# Margin comments: the total moment sum rule and its partition in a collinear antiferromagnet

## 0. Premises and conventions

**(P1)** $N$ sites $\mathbf r_j$ of a Bravais lattice each carry a dimensionless spin of fixed length, $\mathbf S_j^2=S(S+1)$.

**(P2)** With $S^a_{\mathbf Q}=\sum_j e^{i\mathbf Q\cdot\mathbf r_j}S^a_j$, the correlation function per site is
$$S^{aa}(\mathbf Q,\omega)=\frac{1}{2\pi N}\int_{-\infty}^{\infty}dt\,e^{-i\omega t}\langle S^{a\dagger}_{\mathbf Q}(0)S^a_{\mathbf Q}(t)\rangle ,$$
in seconds, with $\omega$ in rad s$^{-1}$. At $T=0$, inserting eigenstates gives
$$S^{aa}=\frac1N\sum_\nu|\langle \nu|S^a_{\mathbf Q}|0\rangle|^2\,\delta\big(\omega-(E_\nu-E_0)/\hbar\big).$$

**(P3)** For the partition only: $H=J\sum_{\langle ij\rangle}\mathbf S_i\cdot\mathbf S_j-D\sum_j (S^z_j)^2$, each nearest-neighbour bond of a bipartite lattice counted once, $J>0$, $0\le D\ll J$, coordination $z$. The state $|0\rangle$ is one Néel domain (limit $N\to\infty$ first), with $\langle S^z_j\rangle=\sigma_j(S-d)$, $\sigma_j=e^{i\mathbf Q_0\cdot\mathbf r_j}=\pm1$. The number $d\equiv dS$ is the spin reduction.

An overbar denotes the zone average $N^{-1}\sum_{\mathbf Q}$ over the $N$ wave vectors of the zone of the site lattice. The integrated weight is $W^a=\overline{\int d\omega\,S^{aa}}$.

## 1. The sum rule needs only (P1) and (P2)

Since $\int d\omega\,e^{-i\omega t}=2\pi\delta(t)$, the frequency integral leaves the equal-time correlation:
$$\int d\omega\,S^{aa}=\frac1N\sum_{ij}e^{i\mathbf Q\cdot(\mathbf r_j-\mathbf r_i)}\langle S_i^aS_j^a\rangle .$$
Since $\overline{e^{i\mathbf Q\cdot(\mathbf r_j-\mathbf r_i)}}=\delta_{ij}$, the zone average leaves one site: $W^a=N^{-1}\sum_j\langle (S^a_j)^2\rangle$. Summing over $a$,
$$W^x+W^y+W^z=S(S+1).\tag{1}$$
This holds for any Hamiltonian, temperature and state. At $T>0$ the integral includes $\omega<0$.

*Which zone?* The zone of all magnetic sites, not the halved magnetic zone. On a square lattice of spacing $a$ the magnetic zone is $|k_x|+|k_y|\le\pi/a$, and the average of $\cos k_xa$ over it is $4/\pi^2=0.41$, not zero. Nearest-neighbour correlations would then survive in the average.

## 2. The elastic part

The term $\nu=0$ gives $N^{-1}|\langle S^a_{\mathbf Q}\rangle|^2\delta(\omega)$. By (P3), $\langle S^z_{\mathbf Q}\rangle=N(S-d)\,\delta_{\mathbf Q,\mathbf Q_0}$ and $\langle S^{x,y}_{\mathbf Q}\rangle=0$. The weight $N(S-d)^2$ sits on one wave vector out of $N$, so
$$W_{\rm el}=(S-d)^2 .\tag{2}$$
This is exact if $d$ is. The remainder of $W^z$ is the on-site variance, $W_L=\langle (S^z_j)^2\rangle-\langle S_j^z\rangle^2$, and $W_T=W^x+W^y$.

## 3. One unknown is left

Rotate the spins with $\sigma_j=-1$ by $\pi$ about $x$: $S^x=\tilde S^x$, $S^{y}=\sigma_j\tilde S^{y}$, $S^{z}=\sigma_j\tilde S^{z}$. On-site squares are unchanged. The Holstein–Primakoff representation is $\tilde S^z=S-n$, $\tilde S^+=\sqrt{2S-n}\,a$, $n=a^\dagger a$, exact for $n\le 2S$. Then $d=\langle n\rangle$, and $\tilde S_x^2+\tilde S_y^2=S(S+1)-(S-n)^2=S+2Sn-n^2$. Hence, exactly,
$$W_L=\langle n^2\rangle-d^2,\qquad W_T=S+2Sd-\langle n^2\rangle .\tag{3}$$
Spin-wave theory has to supply only $d$ and $\langle n^2\rangle$. Any values inserted in (2) and (3) add up to $S(S+1)$, so the closing of the sum does not test them.

## 4. The quadratic Hamiltonian

On a bond, $\mathbf S_i\cdot\mathbf S_j=\tfrac12(\tilde S_i^+\tilde S_j^++\tilde S_i^-\tilde S_j^-)-\tilde S^z_i\tilde S^z_j$. With $\tilde S^+\approx\sqrt{2S}\,a$ the quadratic part is $JS(n_i+n_j+a_ia_j+a_i^\dagger a_j^\dagger)$. The anisotropy gives $-D(S-n)^2=-DS^2+D(2S-1)n-Da^\dagger a^\dagger aa$, using $n^2=n+a^\dagger a^\dagger aa$. With $a_j=N^{-1/2}\sum_{\mathbf k}e^{i\mathbf k\cdot\mathbf r_j}a_{\mathbf k}$,
$$H_2=\sum_{\mathbf k}\Big[A\,a^\dagger_{\mathbf k}a_{\mathbf k}+\tfrac12B\gamma_{\mathbf k}\big(a_{\mathbf k}a_{-\mathbf k}+{\rm h.c.}\big)\Big],\qquad \gamma_{\mathbf k}=\frac1z\sum_{\boldsymbol\rho}e^{i\mathbf k\cdot\boldsymbol\rho},$$
where $\boldsymbol\rho$ runs over neighbour vectors, $B=zJS$, $A=B(1+\alpha)$ and $\alpha B=D(2S-1)$ at this stage.

Put $a_{\mathbf k}=u_{\mathbf k}\beta_{\mathbf k}+v_{\mathbf k}\beta^\dagger_{-\mathbf k}$ with $u=\cosh\theta$, $v=-\sinh\theta$, which keeps the commutators. The coefficient of $\beta_{\mathbf k}\beta_{-\mathbf k}$ is $Auv+\tfrac12B\gamma(u^2+v^2)$, which vanishes for $\tanh2\theta=B\gamma/A$. Then
$$\varepsilon_{\mathbf k}=\hbar\omega_{\mathbf k}=\sqrt{A^2-B^2\gamma_{\mathbf k}^2},\qquad u^2+v^2=\frac{A}{\varepsilon},\qquad uv=-\frac{B\gamma}{2\varepsilon},\qquad u^2-v^2=1 .$$
In the $\beta$ vacuum,
$$d=\overline{v^2}=\tfrac12\Big(\overline{A/\varepsilon}-1\Big),\qquad \overline{u^2}=d+1,\qquad \langle a_ja_j\rangle=\overline{uv}=0 .\tag{4}$$
The last average vanishes because every $\boldsymbol\rho$ joins opposite sublattices, so $\gamma_{\mathbf k+\mathbf Q_0}=-\gamma_{\mathbf k}$ while $\varepsilon$ is unchanged. This step is usually silent, and the result depends on it.

## 5. The longitudinal weight, as a spectrum and as a variance

The fluctuating part of $S^z_{\mathbf Q}$ is $-\sum_je^{i\mathbf q\cdot\mathbf r_j}(n_j-d)$ with $\mathbf q=\mathbf Q+\mathbf Q_0$, and $\sum_je^{i\mathbf q\cdot\mathbf r_j}n_j=\sum_{\mathbf k}a^\dagger_{\mathbf k+\mathbf q}a_{\mathbf k}$. On the vacuum, after removal of the mean, this creates $\sum u_1v_2\,\beta_1^\dagger\beta_2^\dagger|0\rangle$ with $\mathbf k_1=\mathbf k+\mathbf q$, $\mathbf k_2=-\mathbf k$. Each unordered pair occurs twice, with total amplitude $u_1v_2+u_2v_1$, so a sum over ordered pairs carries a factor $\tfrac12$:
$$S^{zz}_{\rm inel}(\mathbf Q,\omega)=\frac1{2N}\sum_{\mathbf k_1+\mathbf k_2=\mathbf q}(u_1v_2+u_2v_1)^2\,\delta(\omega-\omega_1-\omega_2).$$
The zone average over $\mathbf q$ frees $\mathbf k_1$ from $\mathbf k_2$:
$$W_L=\overline{u^2}\;\overline{v^2}+\big(\overline{uv}\big)^2=d(d+1).\tag{5}$$
Wick's theorem gives the same on one site: $\langle a^\dagger a^\dagger aa\rangle=2d^2+|\langle aa\rangle|^2=2d^2$, so $\langle n^2\rangle=2d^2+d$.

## 6. The transverse weight, and why the bare one is too large

With the linear operator $S^x_j=\sqrt{S/2}\,(a_j+a_j^\dagger)$ one has $S^x_{\mathbf Q}=\sqrt{NS/2}\,(a_{-\mathbf Q}+a^\dagger_{\mathbf Q})$, which creates $\sqrt{NS/2}\,(u+v)\beta^\dagger_{\mathbf Q}|0\rangle$. Therefore
$$S^{xx}_{\rm lin}=\frac S2\,\frac{A-B\gamma_{\mathbf Q}}{\varepsilon_{\mathbf Q}}\,\delta(\omega-\omega_{\mathbf Q}),$$
largest at $\mathbf Q_0$, where $\gamma=-1$. Rotation symmetry about $z$ gives $S^{yy}=S^{xx}$. The term odd in $\gamma$ averages to zero, so $W_T^{\rm lin}=S(2d+1)$. Added to (2) and (5), this gives $S(S+1)+d(2d+1)$: strictly linear operators break the sum rule.

The cause is a mismatch of orders. Equations (2) and (5) contain terms of order $S^0$, and the linear $S^x$ drops the term $-\langle n^2\rangle$ of (3), which is of that order. Evaluating the exact operator of (3) in the same vacuum gives
$$W_T=S+2Sd-2d^2-d=(S-d)(2d+1).\tag{6}$$

*Is (6) one-magnon weight?* To order $S^0$, yes. Expand $\tilde S^+=\sqrt{2S}\,[a-a^\dagger aa/(4S)+\dots]$. The one-boson part of $a^\dagger aa$ is $2d\,a+\langle aa\rangle a^\dagger=2d\,a$, so the amplitude gains the same factor $1-d/(2S)$ at every $\mathbf Q$. Its square gives $S(2d+1)(1-d/2S)^2=(S-d)(2d+1)+d^2(2d+1)/(4S)$. The last term is of order $1/S$, as is the three-magnon weight from the normal-ordered remainder, whose amplitude is of order $S^{-1/2}$.

The result is
$$\boxed{S(S+1)=\underbrace{(S-d)^2}_{\rm elastic}+\underbrace{(S-d)(2d+1)}_{\rm transverse}+\underbrace{d(d+1)}_{\text{longitudinal, two-magnon}}}\tag{7}$$
It uses the linear spin-wave ground state with the exact on-site operators, equivalently the linear one-magnon intensity scaled by $1-d/S$.

## 7. Is the vacuum good enough for the $S^0$ terms?

A shift $d_1/S$ in $d$ would move $-2d_1$ into (2), the same order as $d^2$. It has to be excluded or absorbed. The quartic exchange terms per bond are
$$V=-J\Big[n_in_j+\tfrac14\big(a_i^\dagger a_ia_ia_j+a_ia_j^\dagger a_ja_j+{\rm h.c.}\big)\Big].$$
The nonzero contractions are $d$ and the real bond average $\lambda=\langle a_ia_j\rangle$; $\langle a_i^\dagger a_j\rangle$ vanishes because $v^2$ is even under the shift by $\mathbf Q_0$ and $e^{i\mathbf k\cdot\boldsymbol\rho}$ is odd. Single contractions give
$$n_in_j\to d(n_i+n_j)+\lambda(a_ia_j+{\rm h.c.}),\qquad a_i^\dagger a_ia_ia_j\to2d\,a_ia_j+2\lambda n_i ,$$
and together $V\to-J(d+\lambda)(n_i+n_j+a_ia_j+{\rm h.c.})$, with mean $\langle V\rangle=-J(d+\lambda)^2$. This has the form of the exchange part of $H_2$, so $B\to zJ(S-d-\lambda)$. Likewise $a^\dagger a^\dagger aa\to4d\,n$, so $\alpha B\to D(2S-1-4d)$.

For $D=0$ the ratio $B/A$ stays 1 and $d_1=0$. For $D>0$ the shift is absorbed by reading $\alpha$ and $B$ as dressed parameters, fixed by the gap $B\sqrt{2\alpha+\alpha^2}$ and the band top $B(1+\alpha)$. A collinear state has no cubic terms. The normal-ordered quartic remainder admixes four-magnon states with amplitude of order $1/S$. The operator $n$ links the vacuum only to zero- and two-magnon states, so $d$ changes first at order $1/S^2$; $n^2$ reaches four-magnon states, so $\langle n^2\rangle$ changes at order $1/S$. Each term of (7) is thus correct through order $S^0$.

## 8. What the Gaussian state does at small $S$

Wick's theorem with $\langle aa\rangle=0$ gives $\langle a^{\dagger k}a^k\rangle=k!\,d^k$. The generating function is $\langle x^n\rangle=\sum_k(x-1)^k\langle a^{\dagger k}a^k\rangle/k!=1/(1+d-dx)$, so the on-site occupation is geometric, $p_n=d^n/(1+d)^{n+1}$, and unphysical states $n>2S$ have total probability $[d/(1+d)]^{2S+1}$.

For a true $S=1$ site, $n\in\{0,1,2\}$ and $\langle n(n-1)\rangle=2P_2$, with $P_2$ the probability of the fully reversed state. Then (3) reads, exactly,
$$W_L=d-d^2+2P_2,\qquad W_T=1+d-2P_2,\qquad 0\le P_2\le d/2 ,\tag{8}$$
the upper bound coming from $d=P_1+2P_2$. Equation (7) is the assignment $P_2=d^2$. For $S=\tfrac12$, $n^2=n$ forces $W_L=d-d^2$, so (5) is too large by $2d^2$.

## 9. The spin reduction on the square lattice

Here $\gamma=\tfrac12(\cos k_xa+\cos k_ya)=\cos\phi\cos\psi$ with $\phi,\psi=(k_x\pm k_y)a/2$, which average independently. Let $\eta=1/(1+\alpha)$ and $c_l=\binom{2l}{l}4^{-l}$. Then $(1-y)^{-1/2}=\sum_lc_ly^l$ and $\overline{\cos^{2l}}=c_l$, so $\overline{A/\varepsilon}=\sum_lc_l^3\eta^{2l}$. Clausen's formula sums this series:
$$d=\tfrac12\Big[\big(2K(\mu)/\pi\big)^2-1\Big],\qquad\mu=\tfrac12\Big(1-\sqrt{1-\eta^2}\Big),\qquad K(\mu)=\int_0^{\pi/2}\!\frac{d\varphi}{\sqrt{1-\mu\sin^2\varphi}} .\tag{9}$$
For $\alpha=0$, $\mu=\tfrac12$ and $d=0.197$; the spin-$\tfrac12$ excess $2d^2$ is then $0.08$.

For small $\alpha$ the change comes from the two points $\gamma=\pm1$, near which $\gamma^2\approx1-k^2a^2/2$. With $\kappa=ka$,
$$d(\alpha)-d(0)\approx\tfrac12\cdot2\int_0^\infty\frac{\kappa\,d\kappa}{2\pi}\Big[(2\alpha+\tfrac12\kappa^2)^{-1/2}-(\tfrac12\kappa^2)^{-1/2}\Big]=-\frac{\sqrt{2\alpha}}{\pi},$$
so a tiny anisotropy has a visible effect.

## 10. Range of validity

- Equation (1) is exact under (P1). Covalent or charge fluctuations that change the local moment alter its right side. A neutron cross-section contains $\sum_{ab}(\delta_{ab}-\hat Q_a\hat Q_b)S^{ab}$ times the squared $g$-factor and form factor, which must be divided out first.
- Equations (2), (3) and (8) are exact for one ordered collinear domain of equivalent sites.
- Equation (7) holds through order $S^0$ and needs $d\ll S$ and $\langle a_ja_j\rangle=0$. Where anisotropy within the transverse plane makes this average nonzero, $|\langle aa\rangle|^2$ is added to $W_L$ and removed from $W_T$.
- The $T=0$ value of $d$ applies for $k_BT$ well below the gap. Wick's theorem also holds in the thermal state of $H_2$, so (7) keeps its form with $d(T)$ while $d(T)\ll S$; $W_L$ then includes processes that absorb one magnon and emit another.

## 11. Illustration: a model for K$_2$NiF$_4$

The Ni$^{2+}$ ions, $S=1$, form square layers with the spins along the tetragonal axis and very weak coupling between layers. The model neglects that coupling; the zone average in (1) runs over the three-dimensional zone. Take the dressed inputs, typical and approximate for this compound, $\alpha\approx0.002$ and $B\approx6.2\times10^{-21}$ J (39 meV). The weights depend on $\alpha$ alone.

From (9), $\mu=0.4684$, $(2K/\pi)^2=1.355$ and $d=0.177$. This lies $0.019$ below the isotropic value; the estimate $\sqrt{2\alpha}/\pi$ gives $0.020$. The ordered spin of the model is $0.82$.

| part | weight | share of $S(S+1)=2$ |
|---|---|---|
| elastic, $(1-d)^2$ | 0.68 | 34 % |
| transverse, $(1-d)(2d+1)$ | 1.11 | 56 % |
| longitudinal, $d(d+1)$ | 0.21 | 10 % |

The model's gap is $3.9\times10^{-22}$ J (2.4 meV, or 28 K in temperature). The two-magnon weight extends from twice the gap, $7.8\times10^{-22}$ J, to twice the band top, $1.2\times10^{-20}$ J (78 meV).

Bare linear operators would give a transverse weight $1.35$ and a total $2.24$. The excess, $0.24$, is larger than the whole two-magnon weight, so an intensity normalised without the factor $1-d/S$ cannot be used to locate that weight by subtraction.

The neglected terms set the precision. The order-$1/S$ term $d^2(2d+1)/4$ of section 6 is $0.011$. The unphysical states have probability only $0.0034$, but they count heavily in $\langle n(n-1)\rangle$: the assignment $P_2=d^2=0.031$ exceeds the geometric $p_2=0.019$, and twice the difference, $0.024$, is 12 % of $W_L$. This indicates the size of the $1/S$ correction that trades weight between $W_L$ and $W_T$; it is not a bound. The strict bounds of (8) at this $d$ are $0.15\le W_L\le0.32$. The model thus puts about one third of the total weight in the Bragg peaks, somewhat over half in the magnon branch and about one tenth in the two-magnon continuum.